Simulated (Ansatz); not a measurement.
## Loss of H2: how K changes with temperature for BH3(SH2) ⇌ BH2(SH) + H2

Species: BH3(SH2), singlet; BH2(SH), singlet; H2 (hydrogen), singlet. 

The electronic reaction energy at CCSD(T)/CBS estimate is -24.8 kJ/mol. Shapes: PBE0-D4/def2-TZVP. Programs: Ansatz 0.2.0. Enthalpy and entropy come from rigid-rotor, harmonic-oscillator sums on unscaled PBE0-D4/def2-TZVP wavenumbers, ideal gases at 1 bar. Symmetry numbers: BH3(SH2) 1, BH2(SH) 1, H2 2. R = 8.3145 J/(mol K).

```
T (K)  ΔH (kJ/mol)  ΔS (J/(mol K))
  300        -39.2          +111.9
  500        -37.4          +116.6
  700            ?               ?
```

Problem. Work out ln K at 300 and 500 K, and from these estimate it at 700 K.

Solution. 
1. 300 K: ΔG = -39.2 − 300 × (+111.9)/1000 = -72.8 kJ/mol; ln K = −ΔG/RT = +29.19.
2. 500 K: ΔG = -37.4 − 500 × (+116.6)/1000 = -95.7 kJ/mol; ln K = −ΔG/RT = +23.02.
3. Slope against 1000/T: (+23.02 − (+29.19))/(2.0000 − 3.3333) = +4.63, that is −ΔH/R with ΔH near -38 kJ/mol.
4. 700 K: ln K = +29.19 + (+4.63) × (1.4286 − 3.3333) = +20.37.

The full sums give ΔH = -36.9 kJ/mol, ΔS = +117.6 J/(mol K), ΔG = -119.2 kJ/mol and ln K = +20.48 at 700 K, so the line is off by -0.11 in ln K; without rounding the miss is -0.09, from the change of ΔH with temperature. The products are favoured over this whole range. The number of molecules rises, which sets the sign of ΔS, and lower pressure favours the products. An error of 10 kJ/mol in the energy moves ln K by 1.7 at 700 K. Soft modes are treated as harmonic, which can err either way at these temperatures; the lowest are those of BH3(SH2) (248 cm⁻¹). The CBS estimate extrapolates MP2 from def2-TZVPP and def2-QZVPP and adds CCSD(T) − MP2 in the triple-zeta set, cores frozen; for H2 it overshoots the exact energy by about 1 mEh.

Loss of H2 is favoured by both enthalpy and entropy, so no crossover temperature arises in the range covered. ln K nevertheless falls on heating, because the reaction is exothermic, even as ΔG becomes more negative through the entropy term. The exothermicity probably reflects the exchange of a weak S→B dative bond for a covalent B–S bond, strengthened by donation from a sulfur lone pair into the empty boron p orbital, together with the formation of the strong H–H bond. The enthalpy is clearly more negative than the electronic energy of -24.8 kJ/mol, chiefly because the adduct gives up zero-point energy when several of its vibrations become translations and rotations of the separate products. Those motions carry their full heat capacity already at 300 K, while the stiff vibrations they replace do not, which explains the slight upward drift of ΔH. A large K says nothing about the barrier to H2 elimination, nor whether simple dissociation into BH3 and H2S would be faster.
